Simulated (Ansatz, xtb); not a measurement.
Relative energy of two isomers of C2H10B2NP

We compare X, `BNB(P)CC`, a singlet, with Y, `CB(C)NBP`, a singlet. Both are isolated molecules in the gas phase, relaxed with r2SCAN-D4/def2-SVP, each in the lowest conformer that the search found.

Quicker runs give these differences E(Y) − E(X): GFN2-xTB −0.7 kcal/mol; HF/STO-3G −12.1 kcal/mol (at GFN2-xTB geometries); r2SCAN-D4/def2-SVP//GFN2-xTB −15.0 kcal/mol.

Question: Estimate E(Y) − E(X) at the level CCSD(T)/def2-SVP + ΔMP2/def2-TZVPP.

Answer: Calculated at CCSD(T)/def2-SVP + ΔMP2/def2-TZVPP: E(Y) − E(X) = −13.5 kcal/mol, so structure Y lies lower.

The same difference at several levels:

| level | geometry | E(Y) − E(X) (kcal/mol) | departure from the last row (kcal/mol) | job, with rough time for the two |
| --- | --- | --- | --- | --- |
| GFN2-xTB | GFN2-xTB | −0.7 | +12.8 | optimisation, 0.43 s |
| HF/STO-3G | GFN2-xTB | −12.1 | +1.4 | single point, 0.32 s |
| r2SCAN-D4/def2-SVP//GFN2-xTB | GFN2-xTB | −15.0 | −1.5 | single point, 3.5 s |
| r2SCAN-D4/def2-SVP | r2SCAN-D4/def2-SVP | −14.9 | −1.4 | optimisation, 3.1 min |
| HF/def2-SVP | r2SCAN-D4/def2-SVP | −14.1 | −0.6 | part of the CCSD(T) run |
| MP2/def2-SVP | r2SCAN-D4/def2-SVP | −12.8 | +0.7 | part of the CCSD(T) run |
| CCSD(T)/def2-SVP | r2SCAN-D4/def2-SVP | −12.5 | +1.0 | single point |
| CCSD(T)/def2-SVP + ΔMP2/def2-TZVPP | r2SCAN-D4/def2-SVP | −13.5 |  | single point, 52 s |

As drawn, Y has 1 C–B, 1 C–H in place of 1 C–C, 1 B–H.

The levels shown agree on the order. The largest departure from CCSD(T)/def2-SVP + ΔMP2/def2-TZVPP is that of GFN2-xTB, 12.8 kcal/mol. The last row adds to CCSD(T) the change of the MP2 difference between the two basis sets, here −1.0 kcal/mol.

With thermal terms from frequencies at re-optimised GFN2-xTB minima (ideal gas, soft modes damped towards free rotors, one conformer each, 298.15 K, 1 atm): on the last row, ΔE + ΔZPE = −13.7, ΔH = −13.2, ΔG = −14.7 kcal/mol.

The correlated steps freeze 10 core orbitals. Codes used: Ansatz 0.2.0, xtb 6.7.1; the last row on 4 threads of Arm Neoverse V1 on a shared host.

The dimethylboryl isomer Y is clearly favoured over the ethyl isomer X. Formally, a C–C and a B–H bond are exchanged for a B–C and a C–H bond, and the strength of the C–H bond relative to B–H probably supplies much of the driving force. Donor placement should help too: in X the terminal BH2 group relies on nitrogen alone for π donation, while phosphorus and ethyl both sit on the other boron. Y spreads the donors more evenly, with methyl hyperconjugation at one boron and phosphorus at the other.

Hartree–Fock already recovers the preference, so it is not mainly a correlation effect. The near-degeneracy in GFN2-xTB stems from its energy function rather than its geometries, since r2SCAN-D4 gives almost the same difference on either set of structures; its balance of boron bond energies is the likely culprit. The ordering applies to the monomers and need not carry over to aggregates, where B–H–B bridges or P→B dative bonds could form.
